## Appendix: A two-function model of non-collinear and spin-spiral LAPW

### General statement

Let the moment in sphere $\alpha$ point along $\hat{\mathbf e}=(\sin\theta\cos\varphi,\sin\theta\sin\varphi,\cos\theta)$. The local spinors $\chi_s$ ($s=\uparrow,\downarrow$ along $\hat{\mathbf e}$) are the columns of

$$U(\theta,\varphi)=\begin{pmatrix}e^{-i\varphi/2}\cos\frac\theta2&-e^{-i\varphi/2}\sin\frac\theta2\\ e^{i\varphi/2}\sin\frac\theta2&e^{i\varphi/2}\cos\frac\theta2\end{pmatrix},\qquad U\sigma_zU^\dagger=\hat{\mathbf e}\cdot\boldsymbol\sigma ,$$

so a global spinor is $\chi^g_\sigma=\sum_sU^*_{\sigma s}\chi_s$. The basis function $\Omega^{-1/2}e^{i\mathbf K_\sigma\cdot\mathbf r}\chi^g_\sigma$ of the interstitial continues into the sphere as $\Omega^{-1/2}\sum_sU^*_{\sigma s}\,\phi_s(\mathbf K_\sigma,\mathbf r)\,\chi_s$, where

$$\phi_s=\sum_{lm}\big[A^s_{lm}u_{ls}(r)+B^s_{lm}\dot u_{ls}(r)\big]Y_{lm}(\hat{\mathbf r})$$

matches the plane wave in value and slope at the radius $R$. In the atomic-moment approximation only the component of the exchange field along $\hat{\mathbf e}$ is kept in the sphere. The sphere Hamiltonian is then diagonal in $s$, and

$$H_{\sigma\sigma'}=H^{\rm I}_{\sigma\sigma'}+\sum_sU_{\sigma s}U^*_{\sigma's}\,h^s(\mathbf K_\sigma,\mathbf K'_{\sigma'}),\qquad S_{\sigma\sigma'}=S^{\rm I}\delta_{\sigma\sigma'}+\sum_sU_{\sigma s}U^*_{\sigma's}\,o^s(\mathbf K_\sigma,\mathbf K'_{\sigma'}),\tag{A1}$$

with $h^s$ and $o^s$ the collinear sphere integrals of channel $s$ and I the interstitial parts. The matrices are not diagonal in the global index $\sigma$.

For a spiral, $\varphi_n=\mathbf q\cdot\mathbf R_n$ and $U_{\sigma s}(\theta,\varphi_n)=e^{-i\sigma\mathbf q\cdot\mathbf R_n/2}U_{\sigma s}(\theta,0)$ with $\sigma=\pm1$. Choose $\mathbf K_\sigma=\mathbf K-\sigma\mathbf q/2$, $\mathbf K=\mathbf k+\mathbf G$. The weight of local channel $s$ on site $n$ becomes

$$U^*_{\sigma s}(\theta,\varphi_n)\,e^{i\mathbf K_\sigma\cdot\mathbf R_n}=U_{\sigma s}(\theta,0)\,e^{i\mathbf k\cdot\mathbf R_n}.\tag{A2}$$

The site enters through one Bloch phase common to both spins, so every cell contributes equally to (A1) and the chemical cell suffices for any $\mathbf q$. Spin-orbit coupling spoils this, because $\mathbf L\cdot\boldsymbol\sigma$ changes under a rotation of the spin alone.

### The model

One atom per fcc cell carries a touching sphere, $R=a\sqrt2/4$, with volume fraction $f=\pi\sqrt2/6=0.7405$. The kinetic energy is $C|\nabla\psi|^2$ with $C=\hbar^2/2m^*$. The potential is zero in the interstitial and constant in the sphere, $V_{\uparrow,\downarrow}=\mp B$ in the local frame; $b=fB$ is its cell average. The basis has $\mathbf G=0$ only, that is two functions with $\mathbf K_\uparrow=\mathbf k-\mathbf q/2$ and $\mathbf K_\downarrow=\mathbf k+\mathbf q/2$.

For Ni the carriers stand for the holes of the minority $d$ band, treated as particles of positive mass, and $\uparrow$ is their favoured spin. Their number per atom is set equal to the measured spin moment, $n=M=0.57$ in $\mu_B$ (compiled value, Ekholm 2018). The lattice constant is the typical $a=3.52$ Å. Assumed inputs are the splitting $2b=0.60$ eV, the mass $m^*=8m_e$ and $\nu=6$ equivalent spherical pockets, with $\mathbf k$ counted from a pocket centre, so that the plane waves are envelopes. Then $R=1.2445$ Å, $\Omega=a^3/4=10.90$ Å$^3$, $C=0.4762$ eV Å$^2$, $B=0.4051$ eV, $k_F=(6\pi^2n/\nu\Omega)^{1/3}=0.802$ Å$^{-1}$ and $E_F=Ck_F^2=0.306$ eV. Since $E_F<2b$, only the lower band is occupied.

With $l$-independent linearisation energies $E_s=V_s+C\kappa_s^2$, the radial functions are $u_{ls}\propto j_l(\kappa_sr)$, and $\phi_s$ obeys $(\nabla^2+\kappa_s^2)^2\phi_s=0$.

### Spin-dependent radial functions at $\mathbf k=\mathbf q=0$

Only $l=0$ is present. Take $\kappa_\downarrow=0$ and $\kappa_\uparrow R=\pi/2$, a deliberately large difference. In channel $\downarrow$ the pair $u,\dot u$ spans $1$ and $r^2$, so $\phi_\downarrow=1$. In channel $\uparrow$ it spans $j_0(\kappa r)$ and $\cos\kappa r$. Value 1 and slope 0 at $t=r/R=1$ give

$$\phi_\uparrow=\frac{\sin(\pi t/2)}{t}-\frac2\pi\cos\frac{\pi t}{2}.$$

The sphere averages are

$$\eta=\langle\phi_\uparrow^2\rangle=\frac32-\frac4{\pi^2}-\frac{12}{\pi^4}=0.9715,\qquad \tau=R^2\langle|\nabla\phi_\uparrow|^2\rangle=\frac{3\pi^2}{8}-4+\frac3{\pi^2}=0.005065 .$$

The interstitial parts are multiples of the unit matrix, so (A1) reads $H=U\,{\rm diag}(h_\uparrow,b)\,U^\dagger$ and $S=U\,{\rm diag}(o_\uparrow,1)\,U^\dagger$, with $h_\uparrow=fC\tau/R^2-b\eta=-0.2903$ eV and $o_\uparrow=1-f(1-\eta)=0.9789$. The overlap has the spin-flip element $S_{\uparrow\downarrow}=\frac12(o_\uparrow-1)\sin\theta\,e^{-i\varphi}=-0.0105\,\sin\theta\,e^{-i\varphi}$, which exists only because $u_\uparrow\ne u_\downarrow$. The levels, $h_\uparrow/o_\uparrow=-0.2966$ eV and $b=0.30$ eV, do not depend on $\theta$ or $\varphi$. Augmentation in the local frame thus keeps global spin-rotation invariance exactly.

The lower level lies 3.4 meV above the value $-b$ of a bare plane wave. In general $\delta_s=\phi_s-e^{i\mathbf K\cdot\mathbf r}$ vanishes with its slope at $R$ and satisfies $(\nabla^2+\kappa_s^2)^2\delta_s=-(\kappa_s^2-K^2)^2e^{i\mathbf K\cdot\mathbf r}$. To leading order in $\kappa_sR$ and $KR$, $\nabla^4r^4=120$ gives

$$\delta_s\simeq-(\kappa_s^2-K^2)^2(R^2-r^2)^2/120 .$$

With $\kappa_s^2=k_F^2/2$ in both channels this estimate is at most 0.0021 for $K\le k_F$. The spiral is therefore solved in the limit $\delta_s\to0$.

### The spiral

In this limit $S=1$, the kinetic parts of $h^\uparrow$ and $h^\downarrow$ cancel in the spin-flip element, and the sphere integral of $e^{i\mathbf q\cdot\mathbf r}$ is $f\Omega F(qR)$ with $F(x)=3(\sin x-x\cos x)/x^3=1-x^2/10+\dots$ Equation (A1) gives

$$H=\begin{pmatrix}C(\mathbf k-\frac{\mathbf q}2)^2-b\cos\theta&-bF\sin\theta\\-bF\sin\theta&C(\mathbf k+\frac{\mathbf q}2)^2+b\cos\theta\end{pmatrix},$$

$$\varepsilon_\pm=C\Big(k^2+\frac{q^2}4\Big)\pm\sqrt{(C\,\mathbf k\cdot\mathbf q+b\cos\theta)^2+b^2F^2\sin^2\theta}.\tag{A3}$$

A supercell tests (A2). For $\mathbf q=(2\pi/a)(0,0,1)$ the azimuth alternates between $0$ and $\pi$ on successive (001) planes, and the magnetic cell holds two atoms. Take the four functions with wave vectors $0$ and $\mathbf q$ and both global spins. The spin-flip element between $\uparrow$ at $\mathbf P$ and $\downarrow$ at $\mathbf P'$ contains $\frac12\sum_ne^{i(\mathbf P'-\mathbf P-\mathbf q)\cdot\mathbf R_n}$, which is 1 for $\mathbf P'-\mathbf P=\pm\mathbf q$ and 0 for $\mathbf P'=\mathbf P$. The spin-conserving element between $0$ and $\mathbf q$ contains $\frac12(1-1)=0$. The $4\times4$ matrix splits into two blocks. The block $(\uparrow0,\downarrow\mathbf q)$ is (A3) at $\mathbf k=\mathbf q/2$. The block $(\uparrow\mathbf q,\downarrow0)$ is (A3) at $\mathbf k=\mathbf q/2$ for the spiral $-\mathbf q$, which is the same structure because $2\mathbf q$ is a reciprocal-lattice vector. For $\theta=60^\circ$, $F=0.586$ and $Cq^2=1.517$ eV, the first block gives $-0.163$ and $1.680$ eV, the second $0.131$ and $1.386$ eV. These four numbers are the spectrum of the supercell matrix.

### Spin stiffness

A cone of small angle $\theta$ lowers the spin projection per atom by $(M/2)\theta^2/2$ in units of $\hbar$, for $g=2$ and $M$ in $\mu_B$. Each magnon removes one unit, so $\hbar\omega=4\Delta E/(M\theta^2)$, with $\Delta E=E(\mathbf q,\theta)-E(0,\theta)$ per atom. Take $\Delta E$ as the change of band energy at fixed $b$ (magnetic force theorem). At $\theta=0$ the vector $\mathbf q$ only relabels states, $\mathbf p=\mathbf k-\mathbf q/2$ fills the Fermi sphere, and $E(\mathbf q,0)=E(0,\theta)$. To order $\theta^2$ the change at fixed carrier number is the sum of level shifts over these states. From (A3),

$$\varepsilon_-(\theta)-\varepsilon_-(0)=\theta^2\Big[\frac b2-\frac{b^2F^2}{2b+C(2\mathbf p\cdot\mathbf q+q^2)}\Big].$$

With $M=n$, and the weight $\frac34(1-z^2)$ for $z=\mathbf p\cdot\hat{\mathbf q}/k_F$ in the Fermi sphere,

$$\hbar\omega(q)=2b-\frac{3b^2F^2}{\beta}\Big[2y+(1-y^2)\ln\frac{y+1}{y-1}\Big],\qquad\beta=2Ck_Fq,\quad y=\frac{2b+Cq^2}{\beta}>1.$$

Expansion to $q^2$, with $\langle z^2\rangle=1/5$ and $F^2\simeq1-q^2R^2/5$, gives $\hbar\omega=Dq^2$ and

$$D=C\Big(1-\frac45\frac{E_F}{2b}\Big)+\frac{2bR^2}{5}.\tag{A4}$$

The term $C$ is the kinetic cost of twisting the spin. The negative term is the gain when each carrier adjusts its tilt to its velocity along $\mathbf q$. The last term comes from the atomic-moment approximation: the transverse spin density of the two plane waves turns as $e^{i\mathbf q\cdot\mathbf r}$, while the field in the sphere keeps one direction. Numerically $D=476.2-194.5+185.9=467.6$ meV Å$^2$. At $q=0.2$ Å$^{-1}$ the closed form gives 18.4 meV against $Dq^2=18.7$ meV.

### Comparison with the general statement

The model contains each part of (A1) and (A2): weights $U_{\sigma s}U^*_{\sigma's}$ on collinear sphere integrals, spin-flip overlap from $u_\uparrow\neq u_\downarrow$, and the shifted wave vectors that reproduce the supercell. It omits the interstitial exchange field, self-consistency and $\mathbf G\neq0$. The first omitted shell, $G=2\pi\sqrt3/a$, couples with $bF(GR)=0.036$ eV across a gap of order $CG^2=4.55$ eV, so figures beyond the second belong to the two-function basis.

The last term of (A4) depends on the nature of the carriers and is as large as the others. For orbitals confined to the sphere the Bloch sums carry the phases $e^{i(\mathbf k\mp\mathbf q/2)\cdot\mathbf R_n}$ only at the sites, the spin-flip element has $F=1$, and the term vanishes. This leaves $D_0=281.7$ meV Å$^2$, the limit suited to $d$ holes. The model's stiffness is thus 0.28 eV Å$^2$ for localised and 0.47 eV Å$^2$ for plane-wave carriers. Typical values for Ni are about 0.40 to 0.55 eV Å$^2$, so $D_0$ falls short by roughly a third to a half. A different mass cannot close this gap: at fixed $b$ and $k_F$, $D_0$ is largest at $C=2b/(1.6k_F^2)$, where it equals $2b/(3.2k_F^2)=0.29$ eV Å$^2$.